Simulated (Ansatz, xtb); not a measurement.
C4H7B: which of two isomers lies lower

We compare a, `B/C=C\C=C`, a singlet, with b, `BC(=C)C=C`, a singlet. Both are isolated molecules in the gas phase, relaxed with PBE-D3(BJ)/def2-SVP; the shapes shown needn't be the lowest conformers.

a (Å):

```xyz
12

C    -0.2101   -1.6213    0.5879
C     0.0477   -1.1324   -0.6733
C    -0.9235   -0.8585   -1.7145
C    -0.5731   -0.3752   -2.9313
B    -1.5970   -1.9782    1.1493
H    -2.6099   -1.8470    0.4846
H    -1.7081   -2.4044    2.2848
H     0.6807   -1.7573    1.2276
H     1.0966   -0.9140   -0.9565
H    -1.9828   -1.0583   -1.4861
H     0.4813   -0.1684   -3.1806
H    -1.3227   -0.1725   -3.7112
```

b (Å):

```yaml
atoms:
  - { symbol: C, position_ang: [0.5756, 2.1995, -0.5542] }
  - { symbol: C, position_ang: [0.6656, 3.2220, -1.4608] }
  - { symbol: C, position_ang: [-0.6179, 2.1030, 0.3079] }
  - { symbol: C, position_ang: [-0.8505, 1.1577, 1.2436] }
  - { symbol: B, position_ang: [1.7644, 1.1997, -0.5037] }
  - { symbol: H, position_ang: [2.7028, 1.3697, -1.2604] }
  - { symbol: H, position_ang: [1.7983, 0.2534, 0.2602] }
  - { symbol: H, position_ang: [1.5426, 3.3223, -2.1192] }
  - { symbol: H, position_ang: [-0.1304, 3.9821, -1.5696] }
  - { symbol: H, position_ang: [-1.3829, 2.8887, 0.1578] }
  - { symbol: H, position_ang: [-0.1296, 0.3494, 1.4411] }
  - { symbol: H, position_ang: [-1.7747, 1.1675, 1.8410] }
```

Q: Estimate which is lower in electronic energy at CCSD(T)/def2-SVP + ΔMP2/def2-TZVPP, and by roughly how much.

A: Too close to call at this level: CCSD(T)/def2-SVP + ΔMP2/def2-TZVPP gives E(b) − E(a) = +1.48 kcal/mol.

How the difference moves with the method:

```csv
level,geometry,E(b) − E(a) (kcal/mol),departure from the last row (kcal/mol),"job, with rough time for the two"
GFN2-xTB,GFN2-xTB,+3.21,+1.73,"optimisation, 0.2 s"
HF/STO-3G,GFN2-xTB,+2.35,+0.86,"single point, 0.52 s"
r2SCAN-D4/def2-SVP,GFN2-xTB,+4.42,+2.94,"single point, 3.9 s"
PBE-D3(BJ)/def2-SVP,PBE-D3(BJ)/def2-SVP,+4.01,+2.52,"optimisation, 33 s"
HF/def2-SVP,PBE-D3(BJ)/def2-SVP,+2.26,+0.77,part of the CCSD(T) run
MP2/def2-SVP,PBE-D3(BJ)/def2-SVP,+2.21,+0.72,part of the CCSD(T) run
CCSD(T)/def2-SVP,PBE-D3(BJ)/def2-SVP,+1.85,+0.37,single point
CCSD(T)/def2-SVP + ΔMP2/def2-TZVPP,PBE-D3(BJ)/def2-SVP,+1.48,,"single point, 31 s"
```

As drawn, both hold the same kinds of bond in the same numbers.

The largest departure from CCSD(T)/def2-SVP + ΔMP2/def2-TZVPP is that of r2SCAN-D4/def2-SVP, 2.94 kcal/mol. The last row adds to CCSD(T) the change of the MP2 difference between the two basis sets, here −0.37 kcal/mol.

With harmonic frequencies from PBE-D3(BJ)/def2-SVP (ideal gas, rigid rotor, one conformer each, 298.15 K, 1 atm): the zero-point term adds −0.39 kcal/mol; ΔH is +1.17 and ΔG +0.92 kcal/mol.

The correlated steps freeze 5 core orbitals. Programs: Ansatz 0.2.0, xtb 6.7.1; the last row on 2 threads of Intel(R) Xeon(R) Platinum 8259CL CPU @ 2.50GHz (Skylake/Cascade Lake) on a shared host.

Every level puts the 1-boryl diene a below its 2-boryl isomer b, but the best estimate of +1.48 kcal/mol is only a slight preference. The likely cause is the position of boron's empty p orbital. At the end of the diene it accepts π density from both double bonds in one linear conjugated path, whereas at the inner carbon of b it is cross-conjugated and couples well with only one of them. The geometries fit this picture: both the B–C bond and the central C–C bond are shorter in a. The Z arrangement in a, with boryl and vinyl on the same side, probably costs some of that gain through crowding.

Hartree–Fock already gives +2.26 kcal/mol, so correlation is not what sets the order. The two density functionals widen the gap, perhaps because semilocal exchange favours the more extended delocalisation. The E isomer of a, which avoids the crowding, would be expected to lie lower still, so the comparison does not identify the most stable borylbutadiene.
